## Scaling at fixed volume

Let $x$ be the axial ratio, the cell's length-to-width ratio divided by its starting value. At fixed volume, lengths along the axis scale as $x^{2/3}$ and lengths across it as $x^{-1/3}$. At $x=1.3$ the cell is thus about 19 % longer and 8 % narrower than at the start.

In CaC₂ the carbon atoms form C₂ pairs that lie along this axis. Because fractional coordinates are kept, each C–C bond must stretch or shrink by the same factor $x^{2/3}$ as the cell. A change of shape that looks gentle from outside therefore acts directly on the stiffest bond in the crystal.

CaC₂ (I4/mmm, a = 3.869, c = 6.404 Å, not relaxed at this level), stretched or flattened along c at fixed volume and fractional coordinates. Ansatz 0.2.0, plane-wave PAW, PBEsol, scalar-relativistic, no spin polarisation, 420 eV cutoff, 12×12×12 k mesh, Gaussian smearing of 0.05 eV. Free energies are relative to the starting cell; pressure is positive in compression.

| axial ratio (over its starting value) | energy change (meV/atom) | pressure (GPa) | gap on mesh (eV) |
| --- | --- | --- | --- |
| 0.8 | 862.6 | 36.50 | 1.838 |
| 0.85 | 431.9 | 22.92 | 1.858 |
| 0.92 | 107.6 | 8.99 | 1.631 |
| 0.96 | 26.4 | 3.17 | 1.451 |
| 1 | 0.0 | -1.38 | 1.215 |
| 1.05 | 25.3 | -5.58 | 0.909 |
| 1.1 | 98.3 | -8.41 | 0.625 |
| 1.2 | 335.5 | -10.99 | 0.147 |
| 1.3 | 639.3 | -10.79 | 0.000 |

The energy has a single well, and its lowest point in the scan is at the start. The pressure behaves differently. It falls steeply from a large positive value, changes sign, flattens, and is slightly higher at 1.3 than at 1.2.

## Why a fixed volume has a changing pressure

Pressure measures how the energy would respond if the whole cell were now scaled uniformly. Such a scaling also changes the bond length $d$. If $F$ is the force pushing the two carbons apart and $V$ the cell volume, a small relative change of volume changes $d$ by one third of that relative amount. The chain rule then splits the pressure exactly:

$$P = \frac{F\,d}{3V} + P_{\text{rest}} .$$

The first term is called the bond part here, although $F$ is the net force on the carbons and so also contains what the calcium neighbours exert on them. The second is the response of the crystal with the C–C length held fixed during the scaling.

The flattest cell serves as a worked case. There $F=21.64$ eV/Å and $d=1.081$ Å, while three atoms of 15.97 Å³ each give $V=47.91$ Å³. The bond part is

$$\frac{21.64\times1.081}{3\times47.91}\approx0.163\ \text{eV/Å}^3\approx26\ \text{GPa}.$$

The total is 36.5 GPa, so the squeezed bond supplies most of it.

## The bond gives the steep fall

A squeezed bond pushes outward and a stretched one pulls inward, so the bond part goes from positive to negative as the cell is drawn out. It falls at every step of the scan. Between ratios 0.8 and 1.2 it accounts for 78 % of the drop in pressure.

The fall slows because a chemical bond is not an ideal spring. Repulsion grows ever more steeply as the atoms approach, whereas the restoring pull of a stretched bond grows more and more slowly. The computed forces show this: the outward push reaches about 22 eV/Å at 0.8, but the inward pull only about 8 eV/Å at 1.3.

The same forces account for much of the energy. Summed over the change in bond length, they give about 65 % of the energy rise at 0.8 and 63 % at 1.3. The well is thus largely that of strained C₂ units. The remaining third or so is the cost of reshaping the crystal at fixed bond length.

## Calcium contacts can explain the flattening

The remainder $P_{\text{rest}}$ is U-shaped, with its lowest point at 1.05. The geometry suggests why. Each calcium has two carbons end-on, along the axis, and eight side-on. Flattening the cell shortens the end-on contacts from 2.58 to 2.22 Å; drawing it out to 1.3 shortens the side-on ones from 2.81 to 2.62 Å. Each time the other set lengthens and pushes less. But repulsion steepens as atoms approach, so once the distortion is large enough, the shortened contacts can gain more than the lengthened ones lose.

The two limits now differ in kind. In a very flat cell, the squeezed bond and the squeezed end-on contacts both push outward, and the pressure climbs fast. In a very long cell, the bond pulls inward while the side-on contacts push outward. The two effects oppose each other, and the pressure levels off.

This idea can be put into a small model. Let the repulsion of every Ca–C contact decay exponentially with its length, with the same strength and range for all ten, and add a constant for everything else. Under uniform scaling with the bond held fixed, each contact contributes its repulsive force times the rate at which its length changes. The U shape must then follow from the geometry and one common repulsion law.

## How well the model does

The strength, range and constant were fitted to the remainder in the eight rows with an open gap. The model follows those rows to about 0.05 GPa, whereas a constant remainder, which leaves the bond to do all the work, misses by about 4 GPa in the root mean square. The good fit agrees with the contact picture but does not single it out, since it tests only the average over directions. The stress across the axis, to which the force on the C–C bond adds nothing, is a more direct sign. It rises from about −2 GPa at the start to about 10 GPa at 1.3, as squeezed side-on contacts would make it do. The fitted repulsion alone, however, would make it rise far more. Electrostatic forces also change with shape but have no term of their own here. The constant and the repulsion take them up together. The fitted constant, about −116 GPa, is far larger than the remainder itself, so the model rests on two large terms that nearly cancel. Its numbers should not be read as properties of the ions. The printed analysis after this text gives the split and both fits.

The row at 1.3 was not part of the fit. For it the model gives a total pressure of −10.4 GPa, against −10.8 GPa in the table. It therefore captures the levelling-off, but its error of 0.4 GPa is twice the final upturn.

That upturn is what is left of two larger changes. From 1.2 to 1.3 the bond part falls by 2.9 GPa and the remainder rises by 3.1 GPa. A net change of 0.2 GPa deserves little weight, especially as the k mesh was chosen for an insulator and the last row has no gap.

## The gap closes, but the bend comes first

The closing gap is not what starts the bend. The remainder already rises by about 2 GPa between 1.1 and 1.2, where the gap on the mesh is still open. A mesh can miss the band edges, so the small gap at 1.2 is not certain. But the remainder also rises from 1.05 to 1.1, where the gap on the mesh is still above 0.6 eV.

One possible reason for the shrinking gap is that stretching the C–C bond brings its bonding and antibonding π levels closer together. This is a guess, since the character of the bands was not examined, and the slight drop of the gap from 0.85 to 0.8 does not fit it. PBEsol usually makes gaps too small, so the true closure may come later along the path.

## What the pressure means in practice

The quoted pressure is an average over directions, not a uniform load. At 0.8 the stress is 123 GPa along the axis and −7 GPa across it. The energy curve responds to the difference between these two, which is why its minimum need not lie where the pressure is zero. No symmetry fixes that minimum at 1 either; the small stress difference there places it slightly above.

A further series, not shown here, would make the role of the bond plain: the same cells, but with the carbons free to move until no force acts on them. Then $F=0$, the bond part vanishes, and only the lattice response is left. Elastic data for real CaC₂ call for that relaxed series, because in a slow deformation the C₂ units would largely keep their length.

Printed output of the fit:

```
Split of the pressure and the lengths behind it:
   row  C-C (A)  push (eV/A)  bond part (GPa)  remainder (GPa)  end-on Ca-C (A)  side-on Ca-C (A)  stress along (GPa)  stress across (GPa)
   0.8    1.081        21.64            26.06            10.44            2.219             2.996               122.6                -6.53
  0.85    1.125        14.32            17.96            4.964            2.311             2.942               80.13               -5.686
  0.92    1.186        6.653            8.797           0.1932            2.436             2.875                35.2                -4.11
  0.96     1.22        3.319            4.515           -1.345            2.506              2.84               15.56               -3.019
   1.0    1.254       0.5869           0.8204             -2.2            2.575             2.807             -0.5289               -1.801
  1.05    1.295        -2.13           -3.076           -2.504             2.66             2.769              -16.49               -0.118
   1.1    1.336       -4.215           -6.278           -2.132            2.744             2.733              -28.67                1.723
   1.2    1.416       -6.957           -10.98        -0.008763            2.908              2.67              -44.59                5.802
   1.3    1.494       -8.339           -13.89            3.095            3.067             2.616               -52.8                10.21
fit of Prest on 8 rows (gap_on_mesh > 0): constant -116.2 +/- 0.59, coefficient of 2*exp(-(endon-2.6)/s)*cedge/2 + 8*exp(-(sideon-2.6)/s)*aedge**2/(2*sideon) 5.632 +/- 0.028, s 0.45; rms 0.0477, worst 1.1 -0.0642, leave-one-out rms 0.137
  rows outside the fit (model, value, miss): 1.3 3.53, 3.095, 0.435
fit of Prest on 8 rows (gap_on_mesh > 0): constant 0.9254 +/- 1.6; rms 4.25, worst 0.8 -9.51, leave-one-out rms 4.85
  rows outside the fit (model, value, miss): 1.3 0.9254, 3.095, -2.17
Total pressure at 1.3 from bond part plus contact model, GPa: -10.36
Bond part's share of the pressure fall from 0.8 to 1.2, percent: 78.01
Change of total pressure from 1.2 to 1.3, GPa: 0.2
Change of bond part from 1.2 to 1.3, GPa: -2.904
Change of remainder from 1.2 to 1.3, GPa: 3.104
Work on the C-C bond at 0.8, eV per cell: 1.676
Total energy change at 0.8, eV per cell: 2.588
Bond share of the energy at 0.8, percent: 64.78
Work on the C-C bond at 1.3, eV per cell: 1.201
Total energy change at 1.3, eV per cell: 1.918
Bond share of the energy at 1.3, percent: 62.61
```
